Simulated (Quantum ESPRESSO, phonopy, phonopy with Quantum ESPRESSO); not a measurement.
# Highest zone-centre mode of zinc-blende BAs against volume, with PBE and PBE+D3(BJ): Grüneisen parameter and use as a Raman pressure marker

I calculate the highest zone-centre mode of zinc-blende BAs at six volumes, with PBE and with PBE+D3(BJ), and measure each shift against the same level's own mode at V/V0 = 1. The use I have in mind is a pressure marker: a small BAs crystal in a press, read by Raman scattering with a laser at 500 nm.

My brief sets three conditions. The working point must lie under compression, at no more than 5 GPa. The scattered line must move by at least 0.4 nm from its place at zero pressure. The two levels must agree within 5% on the pressure that belongs to a given shift. The last condition rests on how the mode follows volume, which is the Grüneisen parameter, and on how volume follows pressure.

## Calculations

One crystal, BAs (zinc-blende), taken from a measured cell of the Crystallography Open Database (known phase), directly or through a relaxation at another level, and relaxed at each level to its static volume V0; then scaled volumes, with shape and atoms relaxed at fixed volume where symmetry leaves them free. Quantum ESPRESSO 7.5 rows: plane waves at 40 Ry, no spin, finite atomic displacements in 3×3×3 supercells with phonopy 4.10. The tabled runs alone: cutoff 544 eV, k length 30 to 31 Å, k mesh 9×9×9. The same in all rows: lowest frequency along the high-symmetry path, interpolated; zero means stable, negative imaginary: 0.0 cm⁻¹.

Notes on method and selection:

- Minus the slope of ln ω against ln V is the mode Grüneisen parameter.
- Harmonic values at the static lattice; measured values carry thermal expansion and anharmonic shifts at their temperature.
- Runs that did not converge, have known faults or may not be shown are not listed, and runs on Ansatz's PAW sets soft_1 and soft_2 are kept to separate tables.

Columns:

- volume (Å³): volume per atom.
- pressure (GPa): static pressure at that volume, compression positive.
- highest Γ mode (cm⁻¹): highest optical mode at the zone centre, without the macroscopic field (no LO-TO term).

## Computed values

| member | level of theory | volume (Å³) | pressure (GPa) | highest Γ mode (cm⁻¹) |
| --- | --- | --- | --- | --- |
| V/V0 = 0.97 | PBE+D3(BJ), GBRV (Quantum ESPRESSO) | 13.202 | 4.53 | 720.7 |
| V/V0 = 0.985 | PBE+D3(BJ), GBRV (Quantum ESPRESSO) | 13.406 | 2.18 | 709.7 |
| V/V0 = 1 | PBE+D3(BJ), GBRV (Quantum ESPRESSO) | 13.610 | 0.00 | 698.9 |
| V/V0 = 1.015 | PBE+D3(BJ), GBRV (Quantum ESPRESSO) | 13.814 | −2.02 | 688.4 |
| V/V0 = 1.03 | PBE+D3(BJ), GBRV (Quantum ESPRESSO) | 14.018 | −3.88 | 678.1 |
| V/V0 = 1.05 | PBE+D3(BJ), GBRV (Quantum ESPRESSO) | 14.290 | −6.14 | 664.7 |
| V/V0 = 0.97 | PBE, GBRV (Quantum ESPRESSO) | 13.573 | 4.29 | 701.4 |
| V/V0 = 0.985 | PBE, GBRV (Quantum ESPRESSO) | 13.783 | 2.07 | 690.7 |
| V/V0 = 1 | PBE, GBRV (Quantum ESPRESSO) | 13.992 | 0.01 | 680.3 |
| V/V0 = 1.015 | PBE, GBRV (Quantum ESPRESSO) | 14.202 | −1.89 | 670.2 |
| V/V0 = 1.03 | PBE, GBRV (Quantum ESPRESSO) | 14.412 | −3.66 | 660.0 |
| V/V0 = 1.05 | PBE, GBRV (Quantum ESPRESSO) | 14.692 | −5.80 | 647.2 |

Least-squares fits to the whole series, with x = volume (Å³); R² and errors in the fitted variable (y, or ln y where the fit is in ln y):

| y | level of theory | members | fit | R² | rms residual | leave-one-out rms | the same for the mean of the others |
| --- | --- | --- | --- | --- | --- | --- | --- |
| highest Γ mode (cm⁻¹) | PBE+D3(BJ), GBRV (Quantum ESPRESSO) | 6 | ln y = 9.21566 − 1.02125 ln x | 1.00 | 1.7×10⁻⁴ | 3.2×10⁻⁴ | 0.033 |
| highest Γ mode (cm⁻¹) | PBE, GBRV (Quantum ESPRESSO) | 6 | ln y = 9.202804 − 1.015888 ln x | 1.00 | 1.8×10⁻⁴ | 2.9×10⁻⁴ | 0.032 |

## Reading the trend

The mode falls at every step of expansion, from 720.7 to 664.7 cm⁻¹ with PBE+D3(BJ) and from 701.4 to 647.2 cm⁻¹ with PBE. The fitted Grüneisen parameters are 1.021 and 1.016. I count this as agreement, because the parameter drifts more than that within either level. With PBE+D3(BJ) it is ln(720.7/698.9) / ln(13.610/13.202) = 1.01 on the compressed side and ln(698.9/664.7) / ln(14.290/13.610) = 1.03 on the expanded side.

The mode is boron moving against arsenic, so ω = √(k/μ), with k the effective force constant and μ the reduced mass. Only k changes with volume. Since ω goes nearly as 1/V and V as the cube of the bond length, k goes roughly as the inverse sixth power of the bond length: a bond shorter by 1% is about 6% stiffer, and the mode about 3% higher. Shorter bonds have stronger overlap and a steeper repulsive wall.

At their own V0 the levels differ by 698.9 − 680.3 = 18.6 cm⁻¹. Nearly all of this is volume. The PBE fit, taken at the PBE+D3(BJ) volume of 13.610 Å³, gives exp(9.202804 − 1.015888 × ln 13.610) = 699.6 cm⁻¹, within 1 cm⁻¹ of the 698.9 computed there. The dispersion term therefore acts by contracting the cell and hardly touches the bond's stiffness at a given length.

Both levels share the PBE functional and the pseudopotentials, so their agreement tests the dispersion correction and says little about the error of PBE itself.

## Members off the line

Largest departures from the fit to the whole series:

| member | level of theory | highest Γ mode (cm⁻¹) | fit | computed − fit | computed / fit | in rms residuals (of ln y) |
| --- | --- | --- | --- | --- | --- | --- |
| V/V0 = 1.015 | PBE, GBRV (Quantum ESPRESSO) | 670.2 | 670.0 | +0.2 | 1.00 | 1.7 |
| V/V0 = 1.05 | PBE+D3(BJ), GBRV (Quantum ESPRESSO) | 664.7 | 664.9 | −0.2 | 1.00 | 1.4 |
| V/V0 = 0.97 | PBE+D3(BJ), GBRV (Quantum ESPRESSO) | 720.7 | 720.9 | −0.2 | 1.00 | 1.4 |
| V/V0 = 0.97 | PBE, GBRV (Quantum ESPRESSO) | 701.4 | 701.5 | −0.1 | 1.00 | 1.1 |

I find no row off the trend. The largest departure from either fit is 0.2 cm⁻¹, against a fall of more than 50 cm⁻¹ along each series, and I look for no cause in something so close to the printed rounding.

I trust the rows relative to one another. The mode stays threefold degenerate at every volume, as cubic symmetry demands when the macroscopic field is left out, and no imaginary frequency appears along the path. In a real crystal that field separates a longitudinal from a transverse line, so the same one of the two must be followed under pressure. A zone-centre mode also needs no interpolation between wavevectors. An error common to all rows, from the functional or the pseudopotentials, would move a whole series together and would not show up as an outlier.

## Meeting the brief

The rows at V/V0 = 1.015, 1.03 and 1.05 have negative pressure, which a press cannot supply, and those at V/V0 = 1 are the reference. That leaves 0.985 and 0.97.

For a laser of wavelength λ₀ in nm, the scattered line lies at λ = 10⁷ / (10⁷/λ₀ − ω), with ω in cm⁻¹. For 500 nm, 10⁷/λ₀ = 20000 cm⁻¹. Compression raises ω and moves the line to longer wavelength.

At V/V0 = 0.97, PBE+D3(BJ) gives 10⁷/(20000 − 720.7) − 10⁷/(20000 − 698.9) = 0.59 nm at 4.53 GPa, and PBE gives 10⁷/(20000 − 701.4) − 10⁷/(20000 − 680.3) = 0.57 nm at 4.29 GPa. At V/V0 = 0.985 the shifts are too small: 10⁷/(20000 − 709.7) − 10⁷/(20000 − 698.9) = 0.29 nm at 2.18 GPa with PBE+D3(BJ), and 10⁷/(20000 − 690.7) − 10⁷/(20000 − 680.3) = 0.28 nm at 2.07 GPa with PBE.

For the agreement between levels I take the mean slope from zero pressure to V/V0 = 0.97. It is (720.7 − 698.9) / 4.53 = 4.81 cm⁻¹/GPa with PBE+D3(BJ) and (701.4 − 680.3) / (4.29 − 0.01) = 4.93 cm⁻¹/GPa with PBE. The ratio is 4.93 / 4.81 = 1.02, inside my 5%. The pressures in these slopes come from separate static calculations, not from the phonon runs. The k mesh given under Calculations is that of the phonon runs; the one behind the pressures is not listed, and the tables do not test how much the pressures depend on it.

**My pick is V/V0 = 0.97**, with 0.985 as runner-up.

PBE commonly makes solids too soft, with bulk moduli too low by roughly 5 to 10%, so the real pressure at this compression is probably higher than tabled. The dispersion term may already make up part of this, since it raises the pressure at V/V0 = 0.97 from 4.29 to 4.53 GPa. Adding the full 10% to the higher value is therefore the cautious case: 4.53 × 1.10 = 4.98 GPa, which only just meets the limit. The margin of 5 − 4.98 = 0.02 GPa is too thin to rely on, since the tables do not show that the pressures are converged that closely.

A real crystal stiffer than the PBE+D3(BJ) one by more than a factor of 5 / 4.53 = 1.10 would therefore overturn the pick. The runner-up would not replace it, since its shift is still too small. I would then work between the two rows: 0.4 nm corresponds to about 15 cm⁻¹, which the PBE+D3(BJ) slope places near 15 / 4.81 = 3.1 GPa.

## Rules of thumb and their limits

Between V/V0 = 0.97 and 1.05 the mode goes nearly as 1/V, with a Grüneisen parameter of 1.02 at both levels. That number belongs to this mode alone. Some modes elsewhere in the zone have negative parameters, so I would not use it for thermal expansion.

The omitted effect that matters most is the boron isotope. Going from pure boron-11 to pure boron-10 raises the mode by roughly 4%, or nearly 30 cm⁻¹, which exceeds both the 18.6 cm⁻¹ between the levels and the whole pressure signal at my working point. The marker must therefore be read against the zero-pressure line of the same crystal, and at the same temperature, because warming lowers the mode's frequency.
